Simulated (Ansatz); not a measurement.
# A series in volume scale on FePt

Results calculated with Ansatz 0.2.0, not measured. Free energy against uniform scaling of the volume at fixed shape and fractions; periodic cell, basis, potentials, k mesh and filling as listed.

The cell before it is scaled or strained (space group P4/mmm, No. 123):
```
cell vectors (Å)
   2.7235     0.0000     0.0000
   0.0000     2.7235     0.0000
   0.0000     0.0000     3.7200
atoms (fractions of the cell vectors)
Fe  0.00000  0.00000  0.00000
Pt  0.50000  0.50000  0.50000
```

Settings of every row: functional PBEsol; dispersion none; potentials all-electron LAPW; k mesh 8x8x6; k shift 0x0x0; occupations fermi dirac; smearing width 0.1 eV; spin collinear; SCF threshold exponent -7.

Limits: coarse k mesh, up to 40 meV an atom off; no spin-orbit coupling, which can matter with elements this heavy; with one magnetic atom in the cell only parallel moments are possible.

```csv
row,volume scale,V (Å³/atom),energy above lowest point (meV/atom)
1,0.94,12.969,12.7
2,0.97,13.383,0
3,1,13.796,6.3
4,1.03,14.21,?
5,1.06,14.624,63.8
```

Question: what energy above lowest point should row 4 give?

Worked fit of energy above lowest point. Take u = (V_r/V)^(2/3) − 1 with V_r = 13.589 Å³ an atom, which is twice the finite (Eulerian) strain; such expansions in the strain, on which the Birch-Murnaghan equation of state is built, carry the rest volume and the bulk modulus. The shown rows have u = 0.03162, 0.01024, -0.01003, -0.04776. Least squares give energy above lowest point = 1.02 − 302.5 × u + 21198 × u² meV/atom; a straight line predicts inner rows, each left out in turn, worse (root mean square 21 against 0.29 meV/atom). The rows lie off it by 0.1, -0.1, 0.1, 0.0. Its lowest point lies at u = 0.0071, or V = 13.44 Å³ an atom, and the curvature there gives the bulk modulus at fixed shape and fractions, B = (4/9)(1 + u)² E″(u)/V = 228 GPa. Letting shape and atoms relax would as a rule lower it, by much in layered, chain or molecular crystals. The withheld row has u = -0.02935, so the fit gives 1.02 − 302.5 × (-0.02935) + 21198 × (-0.02935)² = 28.2 meV/atom.

The calculation gave 28.4 meV/atom. The fit lies 0.2 meV/atom (0.31 % of the column's range) below it; its largest miss of a shown row is 0.1 meV/atom.
